## Question

Boron nitride in the zinc-blende structure is squeezed and stretched in a PBE calculation. Each boron atom has four nitrogen neighbours at the shortest distance, and the cell stays cubic. The volume is given per atom; a positive pressure means that the crystal is held compressed, a negative one that it is held stretched.

Ansatz 0.2.0, all-electron PAW with the PBE functional, scalar-relativistic and without spin polarisation, for zinc-blende BN at fixed atomic positions. All volumes use a 13×13×13 k mesh and Fermi-Dirac smearing of 0.03 eV; the plane-wave cutoff is between 500 and 560 eV, higher for the smaller cells. Pressure is positive in compression.

| volume (Å³/atom) | shortest distance (Å) | pressure (GPa) |
| --- | --- | --- |
| 5.551 | 1.533 | 29.548 |
| 5.669 | 1.544 | 19.868 |
| 5.787 | 1.555 | ? |
| 5.846 | 1.560 | 6.947 |
| 5.905 | 1.565 | 3.026 |
| 5.964 | 1.571 | -0.717 |
| 6.023 | 1.576 | -4.290 |
| 6.141 | 1.586 | -10.957 |
| 6.260 | 1.596 | -17.033 |

(a) Explain why the pressure doesn't follow a straight line in volume.

(b) Predict the pressure at 5.787 Å³/atom, with an error bar.

(c) State what the error bar covers.

## Model answer

### What the known rows say

Pressure is the slope of the energy against volume with its sign reversed, $P=-dE/dV$. The first and last steps of the table are equally wide in volume, yet the pressure changes by 9.7 GPa over the first and by only 6.1 GPa over the last. The curve is therefore steeper on the compressed side. A straight line drawn between two of its points passes above it.

Part of this is a matter of bookkeeping, since a fixed step is a larger fraction of a smaller volume. The bulk modulus $K=-V\,dP/dV$ removes that part, because it measures the pressure needed for a given relative change of volume. It comes to 460 GPa over the first step and 319 GPa over the last. The crystal really does become stiffer as it is squeezed.

### First limit: a perfect spring

Suppose that the energy were an exact parabola in volume. The pressure would then be a straight line, and the value at 5.787 could be read off the chord between the neighbours at 5.669 and 5.846. The wanted volume lies two thirds of the way along, which gives

$$19.868-\tfrac23\,(19.868-6.947)=11.25\ \text{GPa}.$$

This limit has an odd consequence. With a constant slope $dP/dV$, the bulk modulus shrinks in proportion to the volume, so that the crystal would grow softer under compression. The table shows the opposite. The chord value is thus an upper bound for any curve that bends as this one does, and the task is to find how far below it the true curve runs.

### Second limit: two simple laws of force

A better limit comes from asking what holds a crystal at its volume. Electrons confined to a shorter length $L$ have a higher kinetic energy, which rises as $1/L^2$, or $V^{-2/3}$. The Coulomb attraction between electrons and nuclei, less the repulsions among like charges, deepens only as $1/L$, or $V^{-1/3}$. If the cloud of valence electrons simply shrank with the cell around point-like ions, these two laws would be very nearly the full story, and the pressure would be

$$P=aV^{-5/3}-bV^{-4/3},$$

with $a$ and $b$ positive constants.

At zero pressure the two terms cancel; call the size of each $p$. A small relative compression raises the outward term at the rate $\tfrac53p$ and the inward term at the rate $\tfrac43p$, so the bulk modulus is their difference, $K=\tfrac13p$. The same step taken once more gives the rate at which $K$ itself grows, $\left(\tfrac{25}{9}-\tfrac{16}{9}\right)p=p$. Dividing the growth of $K$ by the growth of $P$ gives

$$K'=\frac{dK}{dP}=\frac{p}{p/3}=3.$$

This is the heart of the matter. Stiffness is the difference between a steep push and a gentler pull. Compression strengthens both, but the steeper one gains more, so their difference grows by a larger fraction than either. For two such power laws, $K'$ at zero pressure is the sum of the two powers, here $\tfrac53+\tfrac43$. With the attraction unchanged, a steeper repulsion therefore gives a larger $K'$ and, at a given $K$, a stronger bend of the pressure curve.

### Where boron nitride lies

The table gives $K'$ almost directly. Between the middle of the last step and the middle of the first, the bulk modulus rises by 141 GPa while the mean pressure rises by 38.7 GPa. The ratio is 3.6, clearly above the 3 of the two simple laws.

So the bulk modulus grows faster with pressure than uniform shrinking allows. In terms of two power laws, the powers must add up to more than 3. A steeper repulsion would do this, though $K'$ alone can't tell which of the two forces departs from its simple law. A possible reason is that the 1s shells of boron and nitrogen keep their size while the bonds shorten. By the Pauli principle, the s-like part of the valence cloud is pushed out of these shells, which take up a growing share of the cell. The p-like part feels no such push, since neither atom has an inner p shell. The table doesn't separate this effect from changes within the bond itself, so the reason remains an argument from theory.

For a number to work with, the energy is written as a cubic polynomial in $V^{-2/3}$, which is the third-order Birch–Murnaghan equation. Its three pressure coefficients were found by least squares on the eight known rows. The curve gives zero pressure at 5.953 Å³/atom, with $K=372$ GPa and $K'=3.7$ there.

### The prediction worked by hand

The distance from chord to curve follows from these two quantities. Since $dP/dV=-K/V$, a second derivative gives $d^2P/dV^2=K(1+K')/V^2$. Over a short interval the curve is close to a parabola, which lies below its chord by

$$\Delta=\tfrac12\,K\,(1+K')\,\delta_1\delta_2 ,$$

where $\delta_1$ and $\delta_2$ are the relative distances in volume to the two neighbours.

Here $\delta_1=0.118/5.787=0.0204$ and $\delta_2=0.059/5.787=0.0102$. The bulk modulus must be taken at the pressure in question, about 11 GPa, where it is roughly $372+3.7\times11\approx413$ GPa. Then

$$\Delta\approx\tfrac12\times413\times4.7\times0.0204\times0.0102\approx0.20\ \text{GPa}.$$

Taken from the chord value of 11.25 GPa, this leaves 11.05 GPa. The full Birch–Murnaghan curve gives the same figure.

**Prediction: the pressure at 5.787 Å³/atom is positive, about 0.2 GPa below the chord, at 11.05 ± 0.03 GPa.**

The error bar allows for three things: the choice of equation, the plane-wave cutoff, which differs slightly between volumes, and rounding. The Murnaghan equation, which makes the bulk modulus a straight line in pressure, gives 11.04 GPa when fitted to the same eight rows. The Birch–Murnaghan curve typically misses a known row by 0.003 GPa when that row is left out of the fit. A bar of 0.03 GPa is therefore cautious.

### A check through the energy

The same calculation gives total energies, and these contain the bend in another form. The energy difference between two volumes, divided by the volume difference, is the mean pressure on the way from one to the other. Between 5.669 and 5.846 this mean is 13.25 GPa, whereas the average of the two end pressures is 13.41 GPa. The curve must sag below its chord to account for the difference.

For a parabola, the sag two thirds of the way along is $\tfrac43$ of the mean sag, hence $\tfrac43\times0.16\approx0.21$ GPa. That puts the pressure at 11.04 GPa, within the error bar. Tried on the known row at 5.846, with 5.669 and 5.964 as end points, the method comes within 0.01 GPa of the computed pressure.

## The computed value

The withheld rows as computed:

| volume (Å³/atom) | shortest distance (Å) | pressure (GPa) |
| --- | --- | --- |
| 5.787 | 1.555 | 11.053 |

The prediction holds: the computed pressure agrees with the Birch–Murnaghan value to better than 0.001 GPa. Such closeness is finer than the error bar justified, and another volume might not do as well. The estimate from the energies is 0.01 GPa too low, which is about the miss it showed on the known row.

The chord is too high by 0.20 GPa, the sag worked out by hand. The Murnaghan equation is too low by 0.016 GPa. It has only one constant $K'$ for the whole range from compression to tension, and the resulting compromise shows slightly at this volume.

The two simple laws of force, fitted to the same eight rows, give 11.21 GPa, which is 0.15 GPa too high. Their curve bends too little. When such a curve is fitted over the whole range, it runs too high here and too low at the widest volume, where it misses by 0.30 GPa. The picture explains why the crystal stiffens, but it doesn't stiffen the crystal enough.

## Remarks on the reasoning

**A candidate who reads the value off the chord** makes an error of under 2 % of the pressure. That may be good enough for a first estimate. The error grows with the product of the two distances, however, so with neighbours twice as far away it would be about four times as large. The formula for $\Delta$ tells in advance whether a table is fine enough for straight-line reading, and it needs only $K$ and $K'$.

**A candidate who says "atoms repel when pushed together"** has named only one of the two forces. The inward pull grows under compression too, so the pressure rises above zero only because the repulsion is the steeper of the two. It rises ever faster because the repulsion gains on the attraction at a growing rate as the volume shrinks. The value of $K'$ tells how quickly the stiffness grows with pressure, and for two power laws it is larger when the powers add up to more, while $K$ measures the stiffness itself. A stiff crystal need not have a large $K'$.

**A candidate who reads the negative pressures as a sign of collapse** has mistaken tension for instability. Beyond 5.953 Å³/atom the crystal pulls inward, as a stretched spring does. Throughout the table it still resists a further change of volume, because the pressure falls at every step to a larger one.

**A candidate who takes ± 0.03 GPa as the accuracy for a real sample** has misread part (c). The bar tells how well the known rows fix another result of the same calculation. With a bulk modulus of 372 GPa, an error of 1 % in the calculated equilibrium volume shifts the pressure by nearly 4 GPa. The motion of the nuclei, which is left out here, adds an outward pressure even in the cold crystal, which is expected to be a few GPa. Both are far larger than the error bar.
